**Addition energies of a spherical parabolic dot: charging, shell steps and exchange**

The table holds chemical potentials, addition energies, rms radii, unpaired-electron counts and highest Kohn-Sham levels for 1 to 29 electrons in a spherical parabolic well ($\omega=3.64$ hartree\*, no central charge), from spin-polarised LDA-PW92 with $m$-averaged shells. The program tests a charging background $c/r$ on the 19 rows where the next electron keeps shell and spin, a scaled-oscillator energy model with one repulsion constant fitted to all radii, a quadratic spin model for the half-filling bumps, and the Janak relation $\varepsilon-\mu\approx A/2$. It finds $c=0.750$ (rms error 2.7%, worst 7.6% at $N=3$), radii within 0.63%, and shell steps at $N=2$, 8 and 20 of 0.96, 1.01 and 0.89 times the scaled frequency $K/(Nr^2)$. The 1d spin splitting of the $N=14$ run gives the $N=13$ bump to 7%, with the competing $1d^5\,2s^1$ state estimated, not computed, to lie higher. The one-electron row shows self-interaction errors of 0.078 in the energy and 0.615 in the eigenvalue, and the ratios printed for other $\omega$ are model values only.

Spherical dot with $N$ electrons in the well $\omega^2r^2/2$, $\omega=3.64$ hartree\*, computed with radks and Libxc 2 in spin-polarised LDA (Slater exchange, PW92 correlation) with spherical densities, greedy level filling and effective atomic units. The chemical potential is $E(N)-E(N-1)$, the addition energy $E(N+1)+E(N-1)-2E(N)$; levels are numbered by radial order within each $l$.

## Analysis program

```python
# Table: spherical parabolic dot (omega 3.64 hartree*, no central charge), radks + Libxc, spin-polarised LDA-PW92,
# m-averaged shells, N=1..29. Tested: addition energy A = charging c/r + shell gap + exchange bump;
# scaled-oscillator model E = K^2/(2Nr^2) + w^2 N r^2/2 + a N(N-1)/(2r); Janak relation eps-mu ~ A/2.
T = {
    'electrons': [1, 2, 3, 4, 5, 6, 7, 8, 9, 10, 11, 12, 13, 14, 15, 16, 17, 18, 19, 20, 21, 22, 23, 24, 25, 26, 27, 28, 29],
    'chemical_potential': [5.538, 6.958, 11.32, 12.26, 13.21, 14.43, 15.32, 16.23, 20.03, 20.81, 21.6, 22.38, 23.16, 24.16, 24.91, 25.65, 26.4, 27.14, 28.13, 28.97, 31.93, 32.6, 33.26, 33.93, 34.59, 35.25, 35.9, 36.73, 37.37],  # hartree*
    'unpaired_electrons': [1, 0, 1, 2, 3, 2, 1, 0, 1, 2, 3, 4, 5, 4, 3, 2, 1, 0, 1, 0, 1, 2, 3, 4, 5, 6, 7, 6, 5],
    'rms_radius': [0.6448, 0.6664, 0.7445, 0.7865, 0.8155, 0.8393, 0.859, 0.8763, 0.9067, 0.9321, 0.9539, 0.9731, 0.9904, 1.007, 1.021, 1.035, 1.048, 1.06, 1.072, 1.084, 1.099, 1.113, 1.127, 1.14, 1.152, 1.164, 1.175, 1.185, 1.196],  # bohr*
    'highest_eigenvalue': [6.075, 7.494, 11.78, 12.73, 13.69, 14.87, 15.77, 16.68, 20.42, 21.21, 21.99, 22.77, 23.55, 24.53, 25.28, 26.03, 26.77, 27.51, 28.51, 29.34, 32.26, 32.93, 33.6, 34.26, 34.92, 35.58, 36.23, 37.05, 37.69],  # hartree*
    'highest_level': ['1s up', '1s up', '1p up', '1p up', '1p up', '1p down', '1p down', '1p up', '1d up', '1d up', '1d up', '1d up', '1d up', '1d down', '1d down', '1d down', '1d down', '1d up', '2s up', '2s up', '1f up', '1f up', '1f up', '1f up', '1f up', '1f up', '1f up', '1f down', '1f down'],
    'addition_energy': [None, 4.362, 0.9354, 0.9541, 1.225, 0.8889, 0.9032, 3.802, 0.785, 0.7857, 0.7839, 0.7806, 0.9957, 0.7465, 0.7472, 0.7458, 0.7431, 0.9875, 0.837, 2.964, 0.6679, 0.6661, 0.6639, 0.6614, 0.6588, 0.6561, 0.8265, 0.6393, None],  # hartree*
}
import numpy as np
from scipy.optimize import brentq, minimize_scalar
w = 3.64  # setting from the caption
N = np.array(T['electrons'], int); mu = np.array(T['chemical_potential'], float)
r = np.array(T['rms_radius'], float); eps = np.array(T['highest_eigenvalue'], float)
A = np.array([np.nan if x is None else x for x in T['addition_energy']], float)
lev = [s[:2] for s in T['highest_level']]
up = np.diff(np.r_[0, np.array(T['unpaired_electrons'], float)]) > 0  # spin of last electron added
q = np.array([2*(int(s[0])-1) + 'spdf'.index(s[1]) for s in lev]); K = np.cumsum(q + 1.5)
kind = [('in' if up[i] == up[i+1] else 'flip') if lev[i] == lev[i+1] else ('shell' if q[i+1] > q[i] else 'sub')
        for i in range(len(N)-1)] + ['-']
ins = np.array([k == 'in' for k in kind]) & np.isfinite(A)
def model(a, om):
    x = np.array([brentq(lambda y: om**2*n*y*y - k*k/(n*y*y) - a*n*(n-1)/(2*y), 0.02, 80) for n, k in zip(N, K)])
    E = K**2/(2*N*x*x) + om**2*N*x*x/2 + a*N*(N-1)/(2*x)
    m = np.diff(np.r_[0, E])
    return x, m, np.r_[np.diff(m), np.nan]
a = minimize_scalar(lambda s: np.sum((model(s, w)[0]/r - 1)**2), bounds=(0.1, 2), method='bounded').x
rm, mm, Am = model(a, w)
c = np.mean((A*r)[ins]); ex = A - c/r; weff = K/(N*r*r)
print('N next  A*r  A-c/r  K/(Nr2) A_model eps-mu A/2 (hartree*; A*r hartree*bohr*) r_err%')
for i in range(len(N)):
    print(f'{N[i]:2d} {kind[i]:5s} {A[i]*r[i]:.3f} {ex[i]:+.3f} {weff[i]:.3f} {Am[i]:.3f} {eps[i]-mu[i]:.3f} {A[i]/2:.3f} {100*(rm[i]/r[i]-1):+.2f}')
def err(p, t, m):
    e = 100*(p/t - 1)[m]; j = np.argmax(abs(e))
    return f'rms {np.sqrt(np.mean(e**2)):.1f}%, mean {e.mean():+.1f}%, worst {e[j]:+.1f}% at N={N[m][j]}'
al = N > 0
print(f'in-shell ({ins.sum()} rows) A=c/r: c={c:.3f}, A*r {np.min((A*r)[ins]):.3f}-{np.max((A*r)[ins]):.3f}; {err(c/r, A, ins)}')
print(f'sphere {np.sqrt(0.6):.3f}/r: {err(np.sqrt(0.6)/r, A, ins)} | classical: {err(w**(2/3)*N**(-1/3), A, ins)}')
print(f'radius model a={a:.3f}: {err(rm, r, al)} | free: {err(np.sqrt(K/(N*w)), r, al)}')
p = np.polyfit(np.log(N[N >= 8]), np.log(r[N >= 8]), 1)[0]
print(f'classical radius: {err(np.sqrt(0.6)*(N/w**2)**(1/3), r, al)} | exponent r~N^p, N>=8: {p:.3f} (1/6..1/3)')
print(f'same model, mu: {err(mm, mu, al)} | in-shell A: {err(Am, A, ins)}')
print('closure gap (A-c/r)/w, /[K/(Nr2)]: ' + '; '.join(f'N={n} {ex[n-1]/w:.3f} {ex[n-1]/weff[n-1]:.3f}' for n in (2, 8, 20))
      + f'; N=18+20 sum {ex[17]+ex[19]:.3f} = {(ex[17]+ex[19])/weff[19]:.3f} K/(Nr2)')
b = {n: A[n-1] - (A[n-2] + A[n])/2 for n in (5, 13, 27)}
print('bump over neighbours, J=bump/(2l+1): ' + '; '.join(f'N={n} {b[n]:.3f} {b[n]/m:.4f}' for n, m in ((5, 3), (13, 5), (27, 7))))
# further outputs of the N=14 run (typed, less vetted): levels and energy parts, hartree*
s1, p1, du, dd, su, sd, fu = 19.1719, 21.6802, 24.359, 24.5323, 24.6486, 24.7691, 27.1874
Ts, EH, Exc = 53.8372, 91.7967, -12.1844
print(f'N=14 up gaps 1s-1p {p1-s1:.3f} 1p-1d {du-p1:.3f} 1d-2s {su-du:.3f} (down {sd-dd:.3f}) 2s-1f {fu-su:.3f}; 2s up-1d down {su-dd:.3f}')
print(f'N=14 1d split {dd-du:.3f}, J={(dd-du)/4:.4f}, 5J={(dd-du)*1.25:.3f} vs N=13 bump {b[13]:.3f} ({100*((dd-du)*1.25/b[13]-1):+.0f}%)')
V = w*w*14*r[13]**2/2
print(f'N=14 T {Ts:.2f} vs K2/(2Nr2) {K[13]**2/(28*r[13]**2):.2f}; EH+Exc {EH+Exc:.2f} vs model {a*91/r[13]:.2f}; V {V:.2f}+-{w*w*7e-3*r[13]:.2f};'
      f' parts {Ts+EH+Exc+V:.2f} vs sum mu {mu[:14].sum():.2f}; 2V-(2T+EH+Exc) {2*V-2*Ts-EH-Exc:.2f}')
print(f'N=1 exact E {1.5*w:.3f}: mu err {mu[0]-1.5*w:+.3f} ({100*(mu[0]/(1.5*w)-1):.1f}%), eps err {eps[0]-1.5*w:+.3f}; r exact {np.sqrt(1.5/w):.4f}; mu2-mu1 {mu[1]-mu[0]:.3f}')
d = (eps - mu - A/2)[ins]
print(f'in-shell eps-mu-A/2: mean {d.mean():+.4f}, max abs {abs(d).max():.4f} (floor 0.010); '
      f'max|A-diff mu| {np.nanmax(abs(A[:-1]-np.diff(mu))):.4f}; A10-A9 {A[9]-A[8]:.4f}, A15-A14 {A[14]-A[13]:.4f}')
print(f'A(8)/A(7): table {A[7]/A[6]:.2f}; model only, w=' + ', '.join(f'{o:.3g}: {model(a, o)[2][7]/model(a, o)[2][6]:.2f}' for o in (w/10, w, 10*w)))
assert list(N[np.argsort(-np.nan_to_num(A))[:3]]) == [2, 8, 20]
assert 1/6 < p < 1/3
assert np.all(eps > mu) and all(v > 0 for v in b.values())
assert w > ex[1] > ex[7] > ex[19] > 0
```

Running it gives:

```
N next  A*r  A-c/r  K/(Nr2) A_model eps-mu A/2 (hartree*; A*r hartree*bohr*) r_err%
 1 flip  nan +nan 3.608 1.378 0.537 nan -0.44
 2 shell 2.907 +3.237 3.378 4.596 0.536 2.181 -0.63
 3 in    0.696 -0.072 3.308 1.013 0.460 0.468 -0.26
 4 in    0.750 +0.001 3.233 0.998 0.470 0.477 -0.05
 5 flip  0.999 +0.306 3.158 0.981 0.480 0.613 +0.07
 6 in    0.746 -0.004 3.076 0.964 0.440 0.444 +0.02
 7 in    0.776 +0.031 3.001 0.947 0.450 0.452 +0.02
 8 shell 3.332 +2.947 2.930 3.814 0.450 1.901 +0.02
 9 in    0.712 -0.042 2.906 0.824 0.390 0.393 +0.03
10 in    0.732 -0.019 2.877 0.811 0.400 0.393 +0.05
11 in    0.748 -0.002 2.847 0.800 0.390 0.392 +0.07
12 in    0.760 +0.010 2.816 0.791 0.390 0.390 +0.09
13 flip  0.986 +0.239 2.784 0.782 0.390 0.498 +0.10
14 in    0.752 +0.002 2.747 0.774 0.370 0.373 +0.03
15 in    0.763 +0.013 2.718 0.766 0.370 0.374 +0.10
16 in    0.772 +0.022 2.684 0.759 0.380 0.373 +0.07
17 in    0.779 +0.028 2.651 0.752 0.370 0.372 +0.05
18 sub   1.047 +0.280 2.621 0.745 0.370 0.494 +0.06
19 flip  0.897 +0.138 2.588 0.738 0.380 0.418 +0.02
20 shell 3.213 +2.272 2.553 3.267 0.370 1.482 -0.07
21 in    0.734 -0.014 2.543 0.684 0.330 0.334 -0.03
22 in    0.741 -0.007 2.532 0.677 0.330 0.333 +0.01
23 in    0.748 -0.001 2.516 0.672 0.340 0.332 -0.03
24 in    0.754 +0.004 2.501 0.666 0.330 0.331 -0.05
25 in    0.759 +0.008 2.487 0.661 0.330 0.329 -0.03
26 in    0.764 +0.012 2.470 0.657 0.330 0.328 -0.06
27 flip  0.971 +0.189 2.455 0.652 0.330 0.413 -0.05
28 in    0.758 +0.007 2.442 0.648 0.320 0.320 +0.00
29 -     nan +nan 2.423 nan 0.320 nan -0.06
in-shell (19 rows) A=c/r: c=0.750, A*r 0.696-0.779; rms 2.7%, mean +0.1%, worst +7.6% at N=3
sphere 0.775/r: rms 4.4%, mean +3.4%, worst +11.2% at N=3 | classical: rms 36.7%, mean +34.1%, worst +75.4% at N=3
radius model a=0.898: rms 0.2%, mean -0.0%, worst -0.6% at N=2 | free: rms 13.5%, mean -12.6%, worst -18.4% at N=29
classical radius: rms 24.7%, mean -23.4%, worst -49.2% at N=1 | exponent r~N^p, N>=8: 0.234 (1/6..1/3)
same model, mu: rms 0.8%, mean +0.2%, worst +1.8% at N=5 | in-shell A: rms 3.7%, mean +2.9%, worst +8.4% at N=6
closure gap (A-c/r)/w, /[K/(Nr2)]: N=2 0.889 0.958; N=8 0.809 1.006; N=20 0.624 0.890; N=18+20 sum 2.553 = 1.000 K/(Nr2)
bump over neighbours, J=bump/(2l+1): N=5 0.304 0.1012; N=13 0.232 0.0464; N=27 0.179 0.0255
N=14 up gaps 1s-1p 2.508 1p-1d 2.679 1d-2s 0.290 (down 0.237) 2s-1f 2.539; 2s up-1d down 0.116
N=14 1d split 0.173, J=0.0433, 5J=0.217 vs N=13 bump 0.232 (-7%)
N=14 T 53.84 vs K2/(2Nr2) 53.57; EH+Exc 79.61 vs model 81.19; V 94.05+-0.09; parts 227.50 vs sum mu 227.41; 2V-(2T+EH+Exc) 0.81
N=1 exact E 5.460: mu err +0.078 (1.4%), eps err +0.615; r exact 0.6419; mu2-mu1 1.420
in-shell eps-mu-A/2: mean -0.0009, max abs 0.0081 (floor 0.010); max|A-diff mu| 0.0072; A10-A9 0.0007, A15-A14 0.0007
A(8)/A(7): table 4.21; model only, w=0.364: 1.79, 3.64: 4.03, 36.4: 11.26
```
